\section*{Dixon's modular algorithm for character tables}

A character table can be computed from the multiplication table of a group without constructing a single representation matrix. Burnside's route diagonalises integer matrices built from the classes. Dixon (1967) showed that the diagonalisation can be done exactly in the field $\mathbb F_p$ of integers modulo a prime $p$, and that the complex characters can be recovered afterwards. At each \textbf{Predict}, write down an answer before reading on.

\subsection*{Premises and conventions}

$G$ is a finite group of order $h$ with classes $C_1=\{E\},C_2,\dots,C_k$ of sizes $h_i$, each dividing $h$. The class of the inverses of $C_i$ is $C_{i'}$. The exponent $e$ is the least common multiple of the element orders, and $\zeta=\exp(2\pi\mathrm i/e)$. The symbol $\equiv$ means equality modulo $p$. Taken as known:
\begin{enumerate}
\item There are $k$ irreducible complex characters $\chi^\alpha$, with values $\chi^\alpha_i$ on $C_i$ and dimensions $d_\alpha$ obeying $\sum_\alpha d_\alpha^2=h$.
\item Schur's lemma, and row orthogonality $\sum_i h_i\chi^\alpha_i\chi^\beta_{i'}=h\,\delta_{\alpha\beta}$. The inverse class stands for complex conjugation, since $\chi_{i'}=\chi_i^*$.
\item The nonzero elements of $\mathbb F_p$ form a cyclic group of order $p-1$. A prime dividing $h$ is the order of some element of $G$ (Cauchy). The cyclotomic polynomials $\Phi_m$ are monic with integer coefficients, $x^e-1=\prod_{m|e}\Phi_m(x)$, and $\Phi_e$ is the minimal polynomial of $\zeta$.
\end{enumerate}
The prime is chosen so that
\begin{equation}\label{prime}
p\equiv 1 \pmod e,\qquad p>2\sqrt h .
\end{equation}
Dirichlet's theorem on primes in arithmetic progressions guarantees that one exists.

\subsection*{Step 1: the class matrices}

The class sum $K_i=\sum_{x\in C_i}x$ is unchanged by conjugation, so is a product of two class sums, and therefore
\begin{equation}\label{const}
K_iK_j=\sum_l c_{ijl}K_l ,
\end{equation}
where $c_{ijl}$ counts the pairs $x\in C_i$, $y\in C_j$ whose product is one fixed element of $C_l$. In an irreducible representation $D^\alpha$ the matrix of $K_i$ commutes with every $D^\alpha(g)$, so by Schur's lemma it is $\omega^\alpha_i\mathbf 1$. The trace gives $d_\alpha\omega_i^\alpha=h_i\chi_i^\alpha$. Inserting the scalars in \eqref{const},
\begin{equation}\label{eig}
\sum_l (M_i)_{jl}\,\omega^\alpha_l=\omega^\alpha_i\,\omega^\alpha_j,\qquad (M_i)_{jl}=c_{ijl},\qquad \omega^\alpha_i=\frac{h_i\chi^\alpha_i}{d_\alpha}.
\end{equation}
The vector $\omega^\alpha$ is a right eigenvector of every $M_i$, with $\omega^\alpha_1=1$, and its eigenvalue under $M_i$ is its own $i$th component. Dividing the orthogonality relation by $d_\alpha d_\beta$ and using $h_{i'}=h_i$,
\begin{equation}\label{orth}
\sum_i\frac{\omega^\alpha_i\,\omega^\beta_{i'}}{h_i}=\frac{h}{d_\alpha^2}\,\delta_{\alpha\beta}.
\end{equation}

\textbf{Predict.} The integer matrices $M_i$ reduce modulo $p$ at once. The $\omega^\alpha_i$ may be irrational or complex. What must $\mathbb F_p$ contain for them to have residues?

\subsection*{Step 2: sending roots of unity to residues}

It must contain a stand-in for $\zeta$. If $g$ has order $n$, then $D(g)^n=\mathbf 1$. Because $x^n-1$ has distinct roots, $D(g)$ is diagonalisable with eigenvalues $\zeta_n^s$, where $\zeta_n=\exp(2\pi\mathrm i/n)=\zeta^{e/n}$. Every character value is thus an integer polynomial in $\zeta$.

Since $e$ divides $p-1$, the cyclic group of premise 3 has an element $Z$ of order exactly $e$. It is a root of $\prod_{m|e}\Phi_m$ in a field, hence of one factor. If that factor were $\Phi_m$ with $m<e$, then $Z^m\equiv1$, because $\Phi_m$ divides $x^m-1$, and the order would be too small. So $\Phi_e(Z)\equiv0$. For an integer polynomial $f$ and an integer $b$ prime to $p$ define
\begin{equation}\label{theta}
\theta\!\left(\frac{f(\zeta)}{b}\right)=f(Z)\,b^{-1}\in\mathbb F_p .
\end{equation}
This is unambiguous. If $f(\zeta)=0$, division by the monic $\Phi_e$ gives $f=q\Phi_e+r$ with integer coefficients. Then $r(\zeta)=0$ with $r$ of lower degree than the minimal polynomial, so $r=0$ and $f(Z)\equiv0$. Two expressions $f/b$ and $f'/b'$ of one number satisfy $b'f(\zeta)-bf'(\zeta)=0$ and so have the same image. The map $\theta$ respects sums and products, which means that any polynomial identity among such numbers survives it.

\textbf{Predict.} The denominators $h_i$, $d_\alpha$ and $n$ occur, and $h$ must not vanish. Why is each prime to $p$?

If $p$ divided $h$, some element would have order $p$, so $p$ would divide $e$, which divides $p-1$. That is impossible. Hence $h$ and its divisors $h_i$ and $n$ are invertible. For the dimensions, premise 1 and \eqref{prime} give $1\le d_\alpha\le\sqrt h<p/2$.

\subsection*{Step 3: diagonalisation over $\mathbb F_p$}

Put $v^\alpha=\theta(\omega^\alpha)$. Applying $\theta$ to \eqref{eig} and \eqref{orth},
\begin{equation}\label{mod}
M_iv^\alpha\equiv v^\alpha_i\,v^\alpha,\qquad \sum_i v^\alpha_i\,v^\beta_{i'}\,h_i^{-1}\equiv h\,d_\alpha^{-2}\,\delta_{\alpha\beta}.
\end{equation}

\textbf{Predict.} Distinct complex numbers can share a residue. Can two of the vectors $v^\alpha$ merge?

They cannot. Suppose $\sum_\alpha a_\alpha v^\alpha\equiv0$. Multiply component $i$ by $v^\beta_{i'}h_i^{-1}$ and sum over $i$: the result is $a_\beta h d_\beta^{-2}\equiv0$, and $hd_\beta^{-2}$ is nonzero, so $a_\beta\equiv0$. The $k$ vectors form a basis of $\mathbb F_p^k$ in which all $M_i$ are diagonal.

There are no other common eigenvectors. If $u=\sum_\alpha a_\alpha v^\alpha$ obeys $M_iu\equiv\mu_iu$ for all $i$, independence gives $a_\alpha(v^\alpha_i-\mu_i)\equiv0$. Two nonzero coefficients would force $v^\alpha_i\equiv\mu_i\equiv v^\beta_i$ for all $i$, so that two basis vectors coincide. A single $M_i$ may have repeated eigenvalues, but the common eigenspaces are lines. In practice one tries the $p$ residues as eigenvalues of one matrix, splits each degenerate eigenspace with the next matrix, and scales each final vector to $v_1=1$.

\subsection*{Step 4: the dimension}

The diagonal case of \eqref{mod} gives, for each vector,
\begin{equation}\label{dim}
d^2\equiv h\,S^{-1},\qquad S=\sum_i v_i\,v_{i'}\,h_i^{-1}.
\end{equation}

\textbf{Predict.} A nonzero square has two roots in $\mathbb F_p$. Which is the dimension?

The roots are $d$ and $p-d$. As $d<p/2$, the other root exceeds $p/2$, and the dimension is the unique root between $0$ and $p/2$. This is the purpose of the factor 2 in \eqref{prime}. The modular character follows from the definition of $\omega$:
\begin{equation}\label{chip}
\chi_p(C_i)=\theta(\chi_i)\equiv d\,v_i\,h_i^{-1}.
\end{equation}

\subsection*{Step 5: back to complex numbers}

The map $\theta$ cannot be inverted on a general number, but it can on an integer known to lie in a window shorter than $p$.

\textbf{Predict.} Which small integers determine $\chi(g)$?

The multiplicities $m_s$ of the eigenvalues $\zeta_n^s$ of $D(g)$. Raising $D(g)$ to the power $t$,
\begin{equation}\label{pow}
\chi(g^t)=\sum_{s=0}^{n-1}m_s\,\zeta_n^{st}.
\end{equation}
Multiply by $\zeta_n^{-s't}$ and sum over $t$. The geometric sum $\sum_{t=0}^{n-1}\zeta_n^{(s-s')t}$ equals $n$ for $s=s'$ and vanishes otherwise, so $m_s=n^{-1}\sum_t\chi(g^t)\zeta_n^{-st}$. Now apply $\theta$, under which $\zeta_n=\zeta^{e/n}$ goes to $z=Z^{e/n}$, an element of order $n$:
\begin{equation}\label{result}
m_s\equiv n^{-1}\sum_{t=0}^{n-1}\chi_p(g^t)\,z^{-st},\qquad \chi(g)=\sum_{s=0}^{n-1}m_s\exp(2\pi\mathrm i s/n).
\end{equation}
Because $0\le m_s\le d<p$, the least non-negative residue is the integer $m_s$ itself. The only further input is the class of each power $g^t$.

One $Z$ must serve all classes. The vectors of Step 3 do not depend on $Z$, and another $Z$ merely reassigns them among the characters, so any choice returns the same table up to the order of rows. An independent choice of $z$ for each class mixes these assignments. In the group $C_3$ with $p=13$, the row $\chi_p(E,g,g^2)=(1,3,9)$ lifted with $z=3$ throughout gives $\chi(g)=\zeta_3$, $\chi(g^2)=\zeta_3^2$. Using $z=9$, also of order 3, for $g^2$ alone returns $\zeta_3$ there, which no representation allows.

\subsection*{Range of validity}

The result is exact for the ordinary complex characters of any finite group, with no approximation and no rounding. It yields characters, not matrices, and labels are attached afterwards by convention. A space group must first be made finite by periodic boundary conditions, and projective representations must be handled as ordinary ones of a larger finite group such as a double group. Antiunitary operations are outside the premises.

The congruence $p\equiv1\pmod e$ carries Steps 2 and 5. The double group of $O$ has $h=48$ and elements of orders 8 and 3, so $e=24$ and the smallest prime is 73, as 25 and 49 are composite. The prime 13 fails there: the spin-$\tfrac12$ character at a $90^\circ$ rotation is $2\cos45^\circ=\sqrt2$, and 2 has no square root modulo 13 because $2^6\equiv12$ and not 1. The bound $p>2\sqrt h$ is sufficient, and the proof used only $2d<p$. For $O_h$, with $h=48$ and $e=12$, the prime 13 lies below $2\sqrt{48}=13.86$, yet $d\le6$ and the algorithm still works.

\subsection*{Illustration: rotations of a rock-salt site}

In ideal rock-salt TiN, a barrier and gate metal, each Ti atom sits in an octahedron of N atoms. The proper rotations of the site form $O$, with $h=24$ and classes $E$, $8C_3$, $3C_2$, $6C_4$, $6C_2'$ numbered 1 to 5. Here $C_2=C_4^2$ lies along a cube axis and $C_2'$ along a face diagonal. Every class is its own inverse, $i'=i$. The orders are $1,3,2,4,2$, so $e=12$, and $p=13$ exceeds $2\sqrt{24}=9.80$.

\paragraph{Class matrix.} The elements are the signed permutation matrices of determinant $+1$. The underlying permutation of the axes is the identity for classes 1 and 3, a three-cycle for class 2 and an exchange for classes 4 and 5. Fix $a=C_{4z}$, which exchanges $x$ and $y$, and let $n_{jl}$ count the $y'\in C_j$ with $ay'\in C_l$. Counting all products both ways gives $h_lc_{4jl}=h_4n_{jl}$. Two different exchanges compose to a three-cycle, so the four $C_4$ and the four $C_2'$ that do not exchange $x$ and $y$ give $C_3$: $n_{42}=n_{52}=4$. Further $aa^{-1}=E$ and $aa=C_{2z}$, and the two remaining $C_2'$ give $C_{2x}$ and $C_{2y}$: $n_{41}=n_{43}=1$, $n_{53}=2$. Since $a^{-1}$ is conjugate to $a$, $n_{jl}=n_{lj}$. Thus
\begin{equation}\label{M4}
M_4=\begin{pmatrix}0&B\\ A&0\end{pmatrix},\qquad B=\begin{pmatrix}1&0\\4&4\\1&2\end{pmatrix},\qquad A=\begin{pmatrix}6&3&2\\0&3&4\end{pmatrix}.
\end{equation}

\textbf{Predict.} Use the block form to find the five eigenvalues modulo 13.

With $u=(v_1,v_2,v_3)$ and $w=(v_4,v_5)$ the equations are $Bw\equiv\lambda u$ and $Au\equiv\lambda w$, so $ABw\equiv\lambda^2w$ with
\begin{equation}
AB=\begin{pmatrix}20&16\\16&20\end{pmatrix}\equiv\begin{pmatrix}7&3\\3&7\end{pmatrix}.
\end{equation}
For $w\propto(1,1)$, $\lambda^2\equiv10$ and $\lambda=6,7$. For $w\propto(1,-1)$, $\lambda^2\equiv4$ and $\lambda=2,11$. The first row fixes $v_4\equiv\lambda$, and then $u\equiv\lambda^{-1}Bw$. The fifth vector has $w=0$, $\lambda=0$ and $Au\equiv0$; subtracting the two rows gives $2v_3\equiv6$, and then $3v_2\equiv-4v_3$. All five eigenvalues differ, so $M_4$ suffices.

\paragraph{Dimensions.} The inverses are $8^{-1}\equiv5$, $3^{-1}\equiv9$, $6^{-1}\equiv11$, and $h\equiv11$. Equation \eqref{dim} gives
\begin{equation}
\begin{array}{c|ccccc|ccc}
\lambda&v_1&v_2&v_3&v_4&v_5&S&d^2&d\\\hline
6&1&8&3&6&6&11&1&1\\
7&1&8&3&7&7&11&1&1\\
0&1&9&3&0&0&6&4&2\\
2&1&0&12&2&11&7&9&3\\
11&1&0&12&11&2&7&9&3
\end{array}
\end{equation}
For $d^2\equiv9$ the second root, 10, lies above $p/2$ and is discarded. The squares of the dimensions add up to 24.

\paragraph{Lifting.} Take $Z=2$, a root of $\Phi_{12}(x)=x^4-x^2+1$ since $\Phi_{12}(2)=13$. For $g=C_4$, $z=2^3=8$, $z^{-1}\equiv5$ and $4^{-1}\equiv10$. The powers $g^0,\dots,g^3$ lie in classes $1,4,3,4$, where \eqref{chip} gives $\chi_p=3,1,12,1$ for $\lambda=2$.

\textbf{Predict.} Three eigenvalues are drawn from $1,\mathrm i,-1,-\mathrm i$. Which?

The powers of $z^{-s}$ are $(1,5,12,8)$ for $s=1$, $(1,12,1,12)$ for $s=2$ and $(1,8,12,5)$ for $s=3$. The sums in \eqref{result} are $17,160,39,160\equiv4,4,0,4$, and multiplication by 10 gives $m_s=1,1,0,1$. The eigenvalues $1,\mathrm i,-\mathrm i$ are those of a $90^\circ$ rotation of a vector, and $\chi(C_4)=1$.

The other entries come faster. As $g$ is conjugate to $g^{-1}$, $m_s=m_{n-s}$, so $\chi(g)$ is $m_0-m_1$ for $n=2,3$ and $m_0-m_2$ for $n=4$. It is an integer with $|\chi|\le d<p/2$, hence the residue of least absolute value. With Mulliken labels, $T_1$ being the vector representation,
\begin{equation}
\begin{array}{c|ccccc|c|ccccc}
\lambda&\multicolumn{5}{c|}{\chi_p}&&E&8C_3&3C_2&6C_4&6C_2'\\\hline
6&1&1&1&1&1&A_1&1&1&1&1&1\\
7&1&1&1&12&12&A_2&1&1&1&-1&-1\\
0&2&12&2&0&0&E&2&-1&2&0&0\\
2&3&0&12&1&12&T_1&3&0&-1&1&-1\\
11&3&0&12&12&1&T_2&3&0&-1&-1&1
\end{array}
\end{equation}

\textbf{Predict.} How does the spin-free Ti $3d$ shell split at this site?

For $l=2$ a rotation by $\phi$ has character $\sin(5\phi/2)/\sin(\phi/2)$, with limit 5 at $\phi=0$. On the five classes ($\phi=0^\circ,120^\circ,180^\circ,90^\circ,180^\circ$) this is $5,-1,1,-1,1$. The multiplicities $h^{-1}\sum_ih_i\chi^\alpha_{i'}\chi_i$ are $(10+8+6)/24=1$ for $E$, $(15-3+6+6)/24=1$ for $T_2$, and 0 for $A_1$, $A_2$ and $T_1$. On the ideal lattice the five orbitals form a doublet and a triplet. The table fixes these degeneracies but not the energy gap, and a neighbouring nitrogen vacancy lowers the site group and splits them further.